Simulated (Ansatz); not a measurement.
## HgTe: energy above lowest point against volume scale

Results calculated with Ansatz 0.2.0, not measured. Free energy against uniform scaling of the volume at fixed shape and fractions; periodic cell, basis, potentials, k mesh and filling as listed.

The cell before it is scaled or strained (space group Cmcm, No. 63):
```
CELL_PARAMETERS angstrom
2.99250 -3.46690 0.00000
2.99250 3.46690 0.00000
0.00000 0.00000 5.79820
ATOMIC_POSITIONS crystal
Hg 0.34305 0.65695 0.75000
Hg 0.65695 0.34305 0.25000
Te 0.78481 0.21519 0.75000
Te 0.21519 0.78481 0.25000
```

Settings of every row: functional r2SCAN; dispersion D3(BJ)+ATM; potentials PAW; wave cutoff 600 eV; density cutoff 2400 eV; k mesh 4x4x4; k shift 0x0x0; occupations fermi dirac; smearing width 0.05 eV; spin none.

Limits: coarse k mesh, up to 40 meV an atom off; no spin-orbit coupling, which can matter with elements this heavy; the cell comes from a prototype or a list of computed structures and needn't be the stable phase.

| row | volume scale | V (Å³/atom) | energy above lowest point (meV/atom) |
| --- | --- | --- | --- |
| 1 | 0.94 | 28.273 | 1.8 |
| 2 | 0.96 | 28.874 | 0 |
| 3 | 0.98 | 29.476 | 2.3 |
| 4 | 1 | 30.077 | ? |
| 5 | 1.02 | 30.679 | 17.2 |
| 6 | 1.04 | 31.28 | 29.1 |
| 7 | 1.06 | 31.882 | 43.3 |

Question: what energy above lowest point should row 4 give?

Worked fit of energy above lowest point. Take u = (V_r/V)^(2/3) − 1 with V_r = 30.078 Å³ an atom, which is twice the finite (Eulerian) strain; such expansions in the strain, on which the Birch-Murnaghan equation of state is built, carry the rest volume and the bulk modulus. The shown rows have u = 0.04212, 0.02761, 0.01357, -0.0131, -0.02579, -0.03809. Least squares give energy above lowest point = 8.19 − 566 × u + 9580 × u² + 6069 × u³ meV/atom; a parabola predicts inner rows, each left out in turn, worse (root mean square 0.14 against 0.061 meV/atom). All shown rows lie on it to the printed digit. Its lowest point lies at u = 0.0288, or V = 28.83 Å³ an atom, and the curvature there gives the bulk modulus at fixed shape and fractions, B = (4/9)(1 + u)² E″(u)/V = 52.8 GPa. Letting shape and atoms relax would as a rule lower it, by much in layered, chain or molecular crystals. The withheld row has u = 2e-05, so the fit gives 8.19 − 566 × (2e-05) + 9580 × (2e-05)² + 6069 × (2e-05)³ = 8.2 meV/atom.

The calculation gave 8.2 meV/atom. The fit meets it to the printed digit.
